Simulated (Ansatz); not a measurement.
Ligand exchange: CH4 + Si2N2H8 → CH5N + SiH2(NH2)(SiH3)

Species: CH4 `C`, singlet; Si2N2H8 `N[SiH2][SiH2]N`, singlet; CH5N (methylamine) `CN`, singlet; SiH2(NH2)(SiH3), singlet. The partners trade H for NH2: C–H and Si–NH2 bonds give way to C–NH2 and Si–H.

Shapes, held fixed at every level: PBE0-D4/def2-TZVP. Flexible molecules stand in one conformer, not always the lowest. Programs: Ansatz 0.2.0. Electronic energies: no zero-point or thermal term.

**Question.** Estimate ΔE of this reaction.

**Answer.** The highest level, CCSD(T)/CBS estimate, gives ΔE = +129.1 kJ/mol; the levels span +109.7 to +134.2. The column of differences is taken from that level and isn't an error. No measured value is set beside it here. The CBS estimate extrapolates MP2 from def2-TZVPP and def2-QZVPP and adds CCSD(T) − MP2 in the triple-zeta set, cores frozen.

```csv
level,kind,ΔE (kJ/mol),less CCSD(T)/CBS estimate
PBE-D4/def2-TZVPP,GGA,+122.0,-7.1
B3LYP-D4/def2-TZVPP,global hybrid,+128.2,-0.9
B2PLYP/def2-TZVPP,double hybrid,+127.4,-1.7
MP2/def2-TZVPP,perturbation theory,+134.2,+5.1
CCSD/def2-SVP,coupled cluster or CI,+109.7,-19.4
CCSD(T)/def2-TZVPP,coupled cluster or CI,+126.2,-2.9
CCSD/def2-TZVPP,coupled cluster or CI,+125.2,-3.9
CCSD(T)/CBS estimate,coupled cluster or CI,+129.1,0.0
```

The exchange is strongly uphill at every level, so the preference of the amino group for silicon over carbon doesn't depend on the choice of method. Silicon is more electropositive than carbon, which makes the Si–N bond more polar and gives it a larger electrostatic contribution; donation from the nitrogen lone pair into σ* orbitals at silicon probably strengthens it further. The hydrogen side of the trade adds to the cost, because a strong C–H bond is lost and a weaker Si–H bond gained.

Among the coupled-cluster results, the basis set matters far more than the triples. CCSD rises from +109.7 to +125.2 kJ/mol between the double- and triple-zeta sets, whereas adding (T) in the larger set brings it only to +126.2. This suggests that the small set lacks the polarisation functions needed to describe the Si–N bond evenly against the other three. MP2 overshoots CCSD(T) in the same triple-zeta basis, and its smaller distance from the extrapolated value reflects partial cancellation between that excess and basis incompleteness.
